## The decision: which site does a line belong to?

A resonance spectrum of Mn-doped MoS₂ shows splittings, and someone must decide which atoms cause them and how far the dopant's spin reaches. The quickest rule is to read a smaller splitting as a more distant atom. The calculated constants below let us test that rule before a spectrum is interpreted with it.

Ansatz 0.2.0, PBE, plane waves (420 eV cutoff), default PAW datasets, scalar-relativistic, spin-polarised, 4×4×2 k-point mesh. MoS₂ with one Mo replaced by Mn, charge −1, in a 24-atom supercell with relaxed ions and two unpaired electrons. The hyperfine constant A, defined by H = A I·S, comes from the contact spin density alone, with core response included.

```
atom  like atoms  distance from the defect (Å)  site moment (muB)  mass number  isotropic hyperfine constant (MHz)
 Mn1           1                          0.00               1.78           55                               -83.7
 S13           6                          2.32              -0.02           33                                 6.6
 Mo2           3                          3.17               0.03           95                                -5.3
 S16           2                          3.98              -0.01           33                                 0.3
  S9           2                          4.60               0.00           33                                 2.1
 S10           6                          5.58               0.00           33                                 0.5
 Mo5           3                          6.43               0.02           95                                 1.4
 Mo8           1                          7.17               0.03           95                                 3.2
```

The ions were relaxed in a cell of fixed size, with a plane-wave cutoff of 420 eV. The isotropic hyperfine constant A measures the coupling between a nuclear spin and the electron spin. The site moment is the net electron spin counted around an atom. Of the 2.00 μB in the cell, 1.78 sit on Mn, and A there is −83.7 MHz. No other site exceeds 7 MHz in size, so the strong coupling is easily assigned. The difficulty lies with the weak ones.

## First explanation: the spin cloud thins out

If distance ruled, A would shrink steadily away from Mn. The nearest sulfur and the nearest molybdenum do have the largest constants of their element. Further out the order breaks: S9 has roughly seven times the constant of S16, although S16 is nearer. Both values are small enough for their order to be insecure, so this counts against the rule without settling the matter.

An exponential decay, fitted to the seven sites other than Mn with a separate level for each element, misses the size of A by a typical factor of 2.2. For S16, which was part of the fit, it gives roughly four times the computed value.

The small cell offers an excuse, because it repeats the Mn atom every 6.3 Å within the layer. Yet S16 has three Mn atoms equally near, which should strengthen its coupling, and its constant is the smallest in the table. Sharing each constant among the equally near Mn atoms raises the typical error to a factor of 2.9. This count lets contributions only add, so it doesn't exclude images that cancel one another. The printed output after this text gives both fits.

## Second explanation: each nucleus reports its own moment

Perhaps A follows the spin on the atom itself, with one constant of proportion for each element. Mo2 and Mo8 make a clean test, since they are the same isotope with almost the same moment, 0.0330 and 0.0324 μB before rounding. Scaling from Mo2 to Mo8 gives

A(Mo8) ≈ −5.3 MHz × 0.0324 / 0.0330 ≈ −5.2 MHz.

The calculation gives +3.2 MHz. Neither row was adjusted to make this estimate, and it fails even in sign. Repeated defects are no excuse here: whatever puts the moment on a site, this rule would turn equal moments into equal constants.

The failure is clear within the calculation but less secure for a real sample. Small contact spin densities are uncertain by their own size, and errors that large would just let the two constants meet at zero.

## What the nucleus actually sees

The constant in the table comes from the contact spin density, the surplus of one spin direction exactly at the nucleus. Apart from small relativistic effects, only s electrons have density there. The d electrons that carry most of the moment on Mn or Mo must act through them, and two of the known ways can together explain a change of sign.

The first is core polarisation. Exchange draws the inner s electrons of like spin outward, towards the d shell, and leaves a surplus of opposite spin at the nucleus. This is the expected reason why a positive moment on Mn goes with a negative A. Semilocal functionals underestimate the effect, so the computed −83.7 MHz is probably too small in size.

The second is transfer: overlap and bonding with the spin-carrying atom give the neighbour's s electrons a net spin of their own. The two contributions can have opposite signs. The total then depends on how an atom is connected to Mn, as well as on its distance and moment.

## Remove the nucleus before reading the sign

Apart from factors common to all sites, A is the contact spin density multiplied by the nuclear g-factor, which is negative for ⁹⁵Mo. With rough recalled g-factors, S13 gives 6.6/0.43 ≈ 15 MHz and Mo2 gives −5.3/(−0.37) ≈ 14 MHz. Their constants differ in sign, but their contact densities do not. That sign change comes from the nuclear g-factors and doesn't mean that the spin density at the nucleus is reversed.

The change between Mo2 and Mo8 remains, because the isotope is the same. Mo2 shares sulfur atoms with Mn, so transferred spin may outweigh its own core polarisation. Mo8 lies in the other layer without such a bridge, and its contact density opposes its moment, as at Mn. This reading fits the signs, but the calculation doesn't separate the contributions. Another reading is possible: symmetry lets an atom's d orbitals mix with its own s orbitals at these sites. That would put spin of the moment's own sign at the nucleus, and could also account for the sign at Mo2. Neither Mo2 nor Mo8 is a clean picture of an isolated dopant's surroundings. In the repeated cell Mo2 lies midway between two Mn atoms and Mo8 has six equally near, and PBE spreads the spin too far. The run therefore can't say how far the spin of an isolated dopant reaches.

## A rule for assigning lines

Assign the large coupling to Mn, and don't rank the weak ones by distance. For each candidate site, ask first for the size and sign of the nuclear g-factor, then for the atom's own moment, then for a bonded path to the dopant. Compare these constants only with the isotropic part of a measured coupling, since the dipolar part wasn't calculated. Even there some difference is expected, because spin-orbit coupling, also left out, can add to the isotropic part. If an assignment hangs on Mo2 or Mo8, repeat the calculation in a larger cell and with a functional that localises the spin better, and see whether their opposite signs survive.

The analysis program printed:

```
Sites:
  row  A over nuclear g (MHz)  site moment (muB)  A per site moment (MHz/muB)  Mn atoms equally near
  Mn1                  -59.79              1.779                       -47.05                      1
  S13                   15.35           -0.01894                       -348.5                      1
  Mo2                   14.32              0.033                       -160.6                      2
  S16                  0.6977           -0.00931                       -32.22                      3
   S9                   4.884           0.002293                        915.7                      1
  S10                   1.163           0.003219                        155.3                      2
  Mo5                  -3.784            0.02446                        57.24                      2
  Mo8                  -8.649            0.03237                        98.86                      6
fit of log(abs(A)) on 7 rows (r > 0): constant 1.811 +/- 1.3, coefficient of isMo 1.454 +/- 0.91, coefficient of r -0.3951 +/- 0.28; rms 0.804, worst S16 1.44, leave-one-out rms 1.35
  rows outside the fit (model, value, miss): Mn1 1.811, 4.427, -2.62
fit of log(abs(A)/k) on 7 rows (r > 0): constant 2.091 +/- 1.6, coefficient of isMo 1.102 +/- 1.2, coefficient of r -0.5718 +/- 0.36; rms 1.05, worst S16 2.12, leave-one-out rms 1.62
  rows outside the fit (model, value, miss): Mn1 2.091, 4.427, -2.34
Typical factor of error, decay with distance: 2.233
Typical factor of error, decay with images counted: 2.86
Decay length of the distance fit (angstrom): 2.531
S16, predicted over computed size of A, distance fit: 4.23
S16, predicted over computed size of A, images counted: 8.312
A of S9 over A of S16: 7
A of Mo8 over A of Mo5: 2.286
Site moment of Mo8 over that of Mo2: 0.9808
A of Mo8 expected from Mo2 by site moment (MHz): -5.198
Size of A, Mn1 over S13: 12.68
Size of A over nuclear g, Mn1 over S13: 3.895
Size of site moment, Mn1 over S13: 93.94
```
